**Q:** I want to compare six boranes that differ in a single group. Does it matter whether I compute their orbital gaps with PBE or with PBE0?

**A:** For the gap itself it matters a great deal. PBE0 adds about 2.4 eV, as much as the whole range that the six groups span in PBE. For the order of these groups it makes no difference, because the added amount varies between them by only 0.25 eV, about a tenth of its size. So first decide whether you need one absolute value or a difference between relatives: in a difference most of the step between the two levels cancels.

Ansatz 0.2.0 calculations with PBE-D4 and PBE0-D4 in def2-TZVPP on gas-phase boranes *C(B)C (SMILES; the marked atom is the carbon bearing the group *), at PBE0-D4/def2-TZVP geometries. Gaps are HOMO–LUMO gaps, and electronegativities are Pauling's. Atomization energies are electronic, free atoms minus molecule, without zero-point or spin-orbit terms.

| group * | formula | binding atom | its electronegativity | point group | bond from the marked atom to the group (Å) | valence electrons | gap, PBE-D4 (eV) | gap, PBE0-D4 (eV) | gap, PBE0-D4 less PBE-D4 (eV) | atomization, PBE-D4 (kJ/mol) | atomization, PBE0-D4 less PBE-D4 (kJ/mol) |
| --- | --- | --- | --- | --- | --- | --- | --- | --- | --- | --- | --- |
| *B | C2H8B2 | B | 2.040 | Cs | 1.549 | 22 | 4.52 | 6.81 | 2.29 | 4477 | -28.7 |
| *C | C3H9B | C | 2.550 | Cs | 1.523 | 24 | 4.80 | 7.15 | 2.35 | 4982 | -36.7 |
| *C=N | C3H8BN | C | 2.550 | C1 | 1.491 | 28 | 3.52 | 6.06 | 2.54 | 5155 | -81.9 |
| *Br | C2H6BBr | Br | 2.960 | C1 | 2.028 | 24 | 5.16 | 7.47 | 2.32 | 3654 | -40.1 |
| *Cl | C2H6BCl | Cl | 3.160 | C1 | 1.863 | 24 | 5.93 | 8.34 | 2.41 | 3692 | -40.7 |
| *O[SiH3] | C2H9BOSi | O | 3.440 | C1 | 1.423 | 30 | 3.99 | 6.49 | 2.50 | 5099 | -51.0 |

**Q:** What exactly is this gap, and why does PBE0 widen it?

**A:** It is the distance between the highest filled and the lowest empty orbital. In PBE an electron is partly repelled by its own charge, since the approximate exchange cancels this self-repulsion incompletely. Filled levels therefore lie too high. PBE0 replaces a quarter of that exchange by exact exchange, which is free of this error, and the highest filled level falls by 1.3 to 1.5 eV.

The empty level moves the other way. In PBE it feels the same potential as the filled ones, whereas exact exchange lets it feel the repulsion of all the electrons already present. It rises by about 1.0 eV in each of the six molecules. The evenness of the total step comes largely from this second part.

**Q:** And where does the unevenness come from?

**A:** Mostly from the filled level, which falls furthest in the imine (group *C=N) and the siloxy compound (group *O[SiH3]). Self-repulsion is strongest for charge packed into a small space, and lone pairs on nitrogen and oxygen are compact. I think that is the reason, although I have not analysed the shapes of these orbitals. By this reasoning, the more compact the highest filled orbital, the more a hybrid functional should widen the gap.

**Q:** Could I run PBE on the whole series and correct it with a single PBE0 calculation?

**A:** Yes, if a quarter of an electronvolt is good enough. Take the step of the methyl compound (group *C), 2.35 eV, and add it to every PBE gap. For the imine, which played no part in setting the correction, this gives 3.52 + 2.35 = 5.87 eV, while PBE0 itself gives 6.06 eV. That is the worst case for this choice of reference.

Whichever of the six you calibrate on, the corrected gaps stay within 0.25 eV of PBE0. Their order is safe because even the closest pair in PBE, methyl and boryl (group *B), is 0.28 eV apart. Spacings are less safe: the distance between boryl and siloxy shrinks from 0.53 to 0.32 eV. If two candidates lie closer than about 0.3 eV in PBE, run PBE0 on both. This margin comes from six molecules at shared PBE0 geometries. If you also optimize the geometries with PBE, test it first on a few molecules of your own.

**Q:** Is the PBE0 gap then what my spectrometer will show?

**A:** No, and a better match to PBE0 doesn't make it so. Absorbed light leaves an electron and a hole in the same molecule, and their attraction lowers the energy needed; the PBE0 orbital gap accounts for this only in part. For absorption, use an excited-state method. For the cost of removing an electron from one molecule and adding it to another, compute the total energies of the ions, with diffuse functions in the basis for the anion. As a stand-in for that second quantity the orbital gap of PBE is usually far too small, and the orbital gap of PBE0 repairs only part of the error.

**Q:** Both levels give the chloride the widest gap. Surely that much is settled?

**A:** It is settled for this shape of the molecule. The chlorine leans over towards the boron, to a distance of 2.1 Å, where an ordinary tetrahedral angle at the carbon would leave about 2.8 Å. Boron has an empty p orbital, and a chlorine lone pair can donate into it. Such donation pushes the empty orbital up, and in PBE the lowest empty level does lie about 0.8 eV above that of the methyl compound. The contact is thus a likely cause of the wide gap, and the bromide leans in the same way.

Both functionals were applied to the same geometry, so their agreement can't tell you whether another conformer is more stable or has a narrower gap. For the halides I would spend the next hour of computing on other conformers before I spent it on a better functional.

**Q:** My process depends on energies more than on gaps. How do the two levels compare there?

**A:** Look at the atomization energy, the energy needed to take the molecule apart into free atoms. PBE0 makes it smaller in every row, by 29 to 82 kJ/mol. That is at most 1.6 % of the PBE value, which looks harmless. For reaction energies, however, a sensible target is about 4 kJ/mol, and the steps are 7 to 20 times that.

The direction is well understood. An electron keeps others of its own spin away, and in a bond this depleted region really extends over both atoms. PBE keeps it close to the electron, which makes the exchange energy too favourable. In a free atom the region is compact anyway, so much of the error appears only when bonds form, and molecules tend to come out too strongly bound. Exact exchange counteracts this. Only a quarter is mixed in, because the compact region also stands in for some of the electron correlation in the bond. A small part of each step, 3 to 4 kJ/mol, comes instead from the dispersion corrections, which also differ between the two levels.

**Q:** Does the error at least cancel between similar molecules?

**A:** Only if their bonds are similar too. The imine and the methyl compound both have 13 atoms, yet the step is 45 kJ/mol larger for the imine. PBE is known to overbind multiple bonds, and the C=N bond fits that pattern. The free nitrogen atom also enters the comparison, so I can't assign the whole difference to the double bond.

To see what such an amount means for a plant, remember that about 6 kJ/mol changes an equilibrium constant tenfold at room temperature. An uncancelled 45 kJ/mol would be seven or eight powers of ten. Write your reaction so that the same kinds of bonds stand on both sides, and check it with PBE0 whenever a multiple bond is made or broken.

**Q:** The chloride and the bromide differ by 38 kJ/mol, and the functional hardly changes that. Can I rely on this number?

**A:** The functionals agree to better than 1 kJ/mol, but they share an omission. In a free halogen atom, spin-orbit coupling splits the ground state into four lower and two upper states. Their average must stay put, so the lower four sink by one third of the splitting. The closed-shell molecule has no such lowering to first order, and taking it apart therefore costs less than the table says.

For bromine the splitting is roughly 3700 cm⁻¹. One third is a little over 1200 cm⁻¹, and with 84 cm⁻¹ to the kJ/mol this makes 15 kJ/mol. The same steps give about 4 kJ/mol for chlorine. The difference between the two compounds should thus grow by some 11 kJ/mol, many times more than the change of functional alters it.

This estimate uses only the atomic splittings and no row of the table; the output printed below gives it beside the steps between the levels. The bromide also lacks the other relativistic corrections, so 38 + 11 = 49 kJ/mol is an improved guess and no final value. The spin-orbit term matters when free halogen atoms appear, as in radical bromination or bond breaking. It largely drops out when closed-shell molecules merely exchange their halogens.

**Q:** What does PBE0 cost me in return?

**A:** Exact exchange couples every pair of orbitals over the whole molecule, and its formal work grows with the fourth power of the number of basis functions. Doubling that number means 16 times the work, though good programs skip small contributions and do better. PBE avoids this step. Its Coulomb repulsion formally grows just as fast, but density fitting makes that part much cheaper. For molecules of 10 to 14 atoms the hybrid is affordable as a routine choice, and the saving begins to count with large molecules or long lists of candidates.

**Q:** So what should I do on Monday morning?

**A:** Sort a long list of close relatives by gap with PBE, and run PBE0 on those within about 0.3 eV of the point where you cut the list. Use PBE0 from the start for reaction energies in which the kinds of bonds change, but don't count on it to reach 4 kJ/mol by itself. If free bromine atoms take part, add the spin-orbit term before you argue about the functional.

The analysis program printed:

```
Orbital steps from PBE to PBE0 in eV:
       row  HOMO falls by  LUMO rises by
        *B           1.29          1.003
        *C          1.327          1.024
      *C=N          1.502          1.037
       *Br          1.293          1.026
       *Cl          1.341          1.067
  *O[SiH3]          1.454          1.046
Atomization step from PBE to PBE0:
       row  percent of PBE value  kJ/mol per atom  D4 part in kJ/mol  size in units of 4 kJ/mol
        *B               -0.6411           -2.392             -3.079                      7.175
        *C               -0.7367           -2.823             -3.353                      9.175
      *C=N                -1.589             -6.3             -3.626                      20.48
       *Br                -1.097            -4.01             -3.133                      10.03
       *Cl                -1.102            -4.07             -3.019                      10.18
  *O[SiH3]                    -1           -3.643             -4.142                      12.75
Mean widening of the gap (eV): 2.402
Largest less smallest widening of the gap (eV): 0.25
Spread of the PBE gaps over the groups (eV): 2.41
Spread of the PBE0 gaps over the groups (eV): 2.28
Rank correlation of the two sets of gaps: 1
Gap of methyl less boryl in PBE (eV): 0.28
Gap of methyl less boryl in PBE0 (eV): 0.34
Gap of boryl less siloxy in PBE (eV): 0.53
Gap of boryl less siloxy in PBE0 (eV): 0.32
Variation of the HOMO step over the groups (eV): 0.2119
Variation of the LUMO step over the groups (eV): 0.06361
Atomization step of the imine less that of methyl (kJ/mol): -45.2
Atomization of the chloride less bromide in PBE (kJ/mol): 38
Change of that difference from PBE to PBE0 (kJ/mol): -0.6
Estimated atomic spin-orbit lowering for Br (kJ/mol): 14.75
Estimated atomic spin-orbit lowering for Cl (kJ/mol): 3.509
Estimated spin-orbit widening of the chloride-bromide difference (kJ/mol): 11.24
Distance from B to Cl from the coordinates (angstrom): 2.13
Distance from B to Br from the coordinates (angstrom): 2.272
Growth of exact-exchange work when the basis doubles, formal fourth power: 16
```
